Question

In the radical FH₂SSn, the S–H bond can turn about the Sn–S bond. The turn costs less than 0.1 eV, or 10 kJ/mol, by CCSD(T), the most reliable method in the table. Four other methods, A to D, were applied to the same structures with the same basis set. The torsion is the angle F–Sn–S–H, and every column counts its energy from the structure at 37.4°.

FH2SSn (SMILES [F][SnH][SH]), spin multiplicity 2. Ansatz 0.2.0, gas phase, PBE0-D4/def2-TZVP structures (def2 core potentials past Kr), open shells unrestricted, frozen cores; def2-TZVPP; frozen shells of the heavier atoms: default with filled d correlated. A relaxed scan of the torsion F1-Sn2-S3-H5 (atoms in SMILES order, hydrogens last), its four atoms held in place, so that three bonds and two angles keep the minimum's values and a methyl turn needn't repeat every 120°.

```
torsion (°)  CCSD(T) (eV)  method A (eV)  method B (eV)  method C (eV)  method D (eV)  method B less CCSD(T) (eV)  T1 diagnostic
     -158.6        0.0298         0.0296         0.0327         0.0312         0.0335                      0.0029          0.018
     -128.6        0.0479         0.0582         0.0588         0.0542         0.0471                      0.0109          0.017
      -98.6        0.0735         0.1067         0.1005         0.0893         0.0663                      0.0270          0.017
      -68.6        0.0809         0.1273         0.1165         0.1022         0.0719                      0.0356          0.016
      -38.6        0.0628         0.0912         0.0855         0.0763         0.0584                      0.0227          0.017
       -8.6        0.0336         0.0374         0.0365         0.0342         0.0339                      0.0029          0.017
       21.4        0.0080         0.0039         0.0043         0.0051         0.0094                     -0.0037          0.018
       37.4        0.0000         0.0000         0.0000         0.0000         0.0000                      0.0000            n/a
       51.4       -0.0004         0.0057         0.0053         0.0033        -0.0022                      0.0057          0.017
       81.4        0.0208         0.0433         0.0408         0.0325         0.0144                      0.0200          0.017
      111.4        0.0465         0.0769         0.0735         0.0614         0.0394                      0.0270          0.017
      141.4        0.0465         0.0653         0.0658         0.0563         0.0443                      0.0193          0.017
      171.4        0.0326         0.0365         0.0397         0.0355         0.0356                      0.0071          0.017
```

(a) From the size, sign and scaling of the differences from CCSD(T), deduce which ingredient of the calculation changes from A to C, and say what else could look alike. (b) Explain how this ingredient acts on the barrier. Turn the explanation into a simple model of how the error of method A varies with the torsion, and test the model against the table at both tops, 111.4° and −68.6°.

Model answer to (a)

Size comes first. At −68.6°, the highest point of the scan, CCSD(T) gives 0.081 eV and method A 0.127 eV, which is more than half as much again. Near the second well, at −158.6°, all four methods agree with CCSD(T) to within 0.004 eV. The disagreement therefore depends on how the S–H bond is turned.

The sign and the angles tell more. Methods A, B and C are too high at both of their tops, −68.6° and 111.4°, which lie half a turn apart. An error that returns after half a turn suggests a p orbital, whose two lobes have the same shape. Sulfur has such an orbital, a lone pair perpendicular to the Sn–S–H plane. Since energies are counted from a well, tops that are too high can equally mean wells that are too low: these methods seem to overrate some attraction that the lone pair enjoys in the wells.

Scaling narrows the choice. A least-squares line through zero over all 13 rows makes the error of C 0.48 times that of A, and the two errors rise and fall together with a correlation of 0.99. C thus looks like A with the same defect at half strength. An ingredient known to weaken such a defect is exact exchange, the exchange energy computed from the orbitals as in Hartree–Fock theory, which cancels the spurious repulsion of an electron with itself. The likely reading is that A has none of it and C has a share. Method D errs slightly the other way at both tops and probably belongs to another family.

Other causes could look alike. A change of basis set or of structure can also shift a barrier by hundredths of an eV, but the columns have both in common. Even so, CCSD(T) needs a larger basis set than A, B and C do, and it wasn't corrected for this, so differences of a few thousandths of an eV shouldn't be interpreted. Spin–orbit coupling is missing from every column, so it can't explain their differences, though it could shift the true barrier. A poor reference would put the fault in CCSD(T) itself; yet the T1 diagnostic, which warns when a single determinant is a bad starting point, stays below the customary mark of 0.02. A different account of dispersion is harder to dismiss. At the minimum, however, the separate dispersion terms of A and C amount to 0.105 and 0.089 eV. They differ by only 0.016 eV in all, whereas the heights of A and C at −68.6° differ by 0.025 eV. Turning one hydrogen should change so small a difference by much less than that, so dispersion is an unlikely cause.

The ingredient is then most likely the treatment of exchange and correlation, with exact exchange as the probable step from A to C. The numbers lead to this kind of method, not to its name.

Ansatz 0.2.0, gas phase: doublet FH2SSn (SMILES [F][SnH][SH]), unrestricted, def2-TZVPP with a core potential on Sn; CCSD(T) and MP2 freeze the cores but correlate Sn 4d. In the PBE0-D4/def2-TZVP scan of the torsion F–Sn–S–H, only the hydrogen on Sn relaxes. Energies at each level are counted from the PBE0-D4 minimum at 37.4°.

Method A is PBE-D4, B is r2SCAN-D4, C is PBE0-D4 and D is MP2. A and C make a nearly clean comparison, because PBE0 replaces a quarter of the exchange in PBE by exact exchange and keeps the same correlation functional. At −68.6° this step lowers the energy by 0.025 eV and so removes about half of the error of PBE. r2SCAN, which has no exact exchange but a more elaborate semilocal form, lies between the two at both tops.

Model answer to (b)

Tin forms three bonds here and keeps one odd electron. In radicals of this type it sits mainly in a hybrid orbital that points away from the three bonds. When the lone pair of sulfur lines up with this hybrid, the two orbitals mix into a lower and a higher level. Two electrons go down and one goes up, so a modest net attraction remains: a three-electron bond. When S–H turns into the plane that holds the hybrid and the Sn–S bond, the lone pair stands across it and the attraction is lost.

Semilocal functionals such as PBE leave part of each electron's repulsion with itself uncancelled. An electron that spreads over two atoms feels less of this false repulsion, so sharing is rewarded too much; this is the delocalisation error. It makes the wells, where the odd electron can spread to sulfur, too deep compared with the tops, where it stays on tin. Exact exchange cancels part of the false repulsion and brings the barrier down. The sign and the halving in the table agree with this account, but the spreading itself is argued from theory and not read from the energies.

A simple model follows from the picture. Let θ be the angle between the S–H bond and the tin hybrid, seen along the Sn–S axis. The overlap of lone pair and hybrid is proportional to sin θ. For two levels well apart, the gain from mixing goes as the square of the overlap, hence as sin²θ. If PBE overrates this gain by a fixed fraction, its error counted from the minimum is

error = k (sin²θ₀ − sin²θ) = k (cos²θ − cos²θ₀)

where θ₀ belongs to the minimum and k is the overrated part of the gain at full overlap. The shape of the minimum places the hybrid at a torsion of about 124°, so that θ = torsion − 124°. A least-squares fit of k to the errors of PBE in all 13 rows gives 0.034 eV.

For the test at 111.4°, θ is −12.6° and cos²θ is 0.95. At the minimum θ₀ is −86.6°, and cos²θ₀ is practically zero. The model gives

error ≈ 0.034 eV × 0.95 ≈ 0.032 eV

The table gives 0.0769 − 0.0465 = 0.030 eV, which agrees well. At −68.6° the S–H bond has made half a turn, cos²θ is the same and the model again gives 0.032 eV. There the table gives 0.1273 − 0.0809 = 0.046 eV, so the model falls short by almost a third. Both rows took part in the fit, so even the agreement at 111.4° shows only that the model is consistent there, not that it can predict.

Remarks on the reasoning

The model gets the pattern right and the details only roughly. Its typical miss is 0.009 eV, against a largest error of 0.046 eV. The worst row is −98.6°, where the model gives 0.018 eV and the table 0.033 eV. By construction it gives both tops the same error, whereas PBE errs half as much again at −68.6° as at 111.4°. The surroundings do differ: at 111.4° the S–H bond points to the same side as the hybrid, and at −68.6° it points between fluorine and hydrogen. Which contact makes the difference is left open.

If the angle of the hybrid is fitted as well, it moves to 108° and the typical miss falls to 0.005 eV. The lone pair may also lean on a second partner, the empty antibonding orbital of the Sn–H bond, and an overrated donation there would pull the peak of the error in this direction. That is a guess. The Sn–F antibond is a poorer candidate for the main cause, since its overlap with the lone pair is lost near 0° and 180°, where the error of PBE is only about 0.004 eV.

A good answer doesn't treat MP2 as the end point of the series from A to C. It starts from Hartree–Fock theory, with exact exchange in full, but it also treats correlation differently, in second order only. Its barrier at −68.6° is 11% too low compared with CCSD(T). Two things have changed at once, so this small opposite error can't be assigned to exchange alone.

The slightly negative energies of CCSD(T) and MP2 at 51.4° are no failure. The zero is the minimum of PBE0-D4, and the curves of the other two methods are lowest at a somewhat larger torsion.

For practical use, an error should be compared with the thermal energy, about 0.026 eV at room temperature. The easier way from one well to the other leads over the lower top, near 111.4°, where the excess of PBE is about 1.2 times this energy. In a rate that depends exponentially on the barrier it would mean a factor of e^1.2, or about three. This is a measure of sensitivity and not a predicted rate, because the scan relaxes only the hydrogen on tin and its tops aren't true transition states.

The lesson carries over as a question to ask of any radical: is the odd electron shared more widely in one of the two structures than in the other? If so, a semilocal functional will tend to favour the structure with more sharing, and exact exchange will reduce the bias. If both share it alike, much of the error cancels. The two wells of this scan show such a case: the lone pair is roughly aligned with the hybrid in both, and PBE reproduces the energy difference between −158.6° and 37.4° to within a few thousandths of an eV, which is as finely as this basis set lets one judge.
